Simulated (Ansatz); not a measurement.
A series in volume scale on ScAl

Results calculated with Ansatz 0.2.0, not measured. Free energy against uniform scaling of the volume at fixed shape and fractions; periodic cell, basis, potentials, k mesh and filling as listed.

The cell before it is scaled or strained (space group Cmcm, No. 63):
```
ScAl
1.0
      2.1634    -5.2502     0.0000
      2.1634     5.2502     0.0000
      0.0000     0.0000     3.7713
Sc Al
2 2
Direct
  0.86468 0.13532 0.25000
  0.13532 0.86468 0.75000
  0.58451 0.41550 0.25000
  0.41550 0.58451 0.75000
```

Settings of every row: functional PBEsol; dispersion D3(BJ)+ATM; potentials PAW; wave cutoff 500 eV; density cutoff 2000 eV; k mesh 6x6x6; k shift 0x0x0; occupations fermi dirac; smearing width 0.1 eV; spin none.

Limits: coarse k mesh, up to 40 meV an atom off; the cell comes from a prototype or a list of computed structures and needn't be the stable phase.

| row | volume scale | V (Å³/atom) | energy above lowest point (meV/atom) | pressure (GPa) |
| --- | --- | --- | --- | --- |
| 1 | 0.88 | 18.848 | 21.3 | 6.09 |
| 2 | 0.92 | 19.704 | ? | ? |
| 3 | 0.96 | 20.561 | 0 | -1.57 |
| 4 | 1 | 21.418 | 16.1 | -4.36 |
| 5 | 1.04 | 22.274 | 45.7 | -6.63 |
| 6 | 1.08 | 23.131 | 86.3 | -8.47 |
| 7 | 1.12 | 23.988 | 135.6 | -9.95 |

Question: what energy above lowest point and pressure should row 2 give?

Worked fit of energy above lowest point. Take u = (V_r/V)^(2/3) − 1 with V_r = 21.846 Å³ an atom, which is twice the finite (Eulerian) strain; such expansions in the strain, on which the Birch-Murnaghan equation of state is built, carry the rest volume and the bulk modulus. The shown rows have u = 0.10341, 0.04124, 0.01328, -0.01285, -0.03739, -0.06045. Least squares give energy above lowest point = 29.43 − 1137.32 × u + 10238.7 × u² meV/atom; a straight line predicts inner rows, each left out in turn, worse (root mean square 29 against 0.063 meV/atom). The rows lie off it by 0.0, 0.1, 0.0, 0.0, 0.0, 0.0. Its lowest point lies at u = 0.0555, or V = 20.14 Å³ an atom, and the curvature there gives the bulk modulus at fixed shape and fractions, B = (4/9)(1 + u)² E″(u)/V = 80.6 GPa. Letting shape and atoms relax would as a rule lower it, by much in layered, chain or molecular crystals. The withheld row has u = 0.07122, so the fit gives 29.43 − 1137.32 × (0.07122) + 10238.7 × (0.07122)² = 0.4 meV/atom.

The calculation gave 0.5 meV/atom. The fit lies 0.1 meV/atom (20 % of the value, 0.074 % of the column's range) below it, one unit of the last digit.

Worked fit of pressure. Take u = (V_r/V)^(2/3) − 1 with V_r = 21.846 Å³ an atom, which is twice the finite (Eulerian) strain; such expansions in the strain, on which the Birch-Murnaghan equation of state is built, carry the rest volume and the bulk modulus. The shown rows have u = 0.10341, 0.04124, 0.01328, -0.01285, -0.03739, -0.06045. Least squares give pressure = −5.555 + 86.642 × u + 238.09 × u² + 126.1 × u³ GPa; a parabola predicts inner rows, each left out in turn, worse (root mean square 0.021 against 0.0042 GPa). All shown rows lie on it to the printed digit. The pressure vanishes at u = 0.0554, or V = 20.15 Å³ an atom, and there the bulk modulus at fixed shape and fractions is B = −V dP/dV = (2/3)(1 + u) dP/du = 80.4 GPa. Letting shape and atoms relax would as a rule lower it, by much in layered, chain or molecular crystals. The withheld row has u = 0.07122, so the fit gives −5.555 + 86.642 × (0.07122) + 238.09 × (0.07122)² + 126.1 × (0.07122)³ = 1.87 GPa.

The calculation gave 1.86 GPa. The fit lies 0.01 GPa (0.062 % of the column's range) above it, one unit of the last digit.
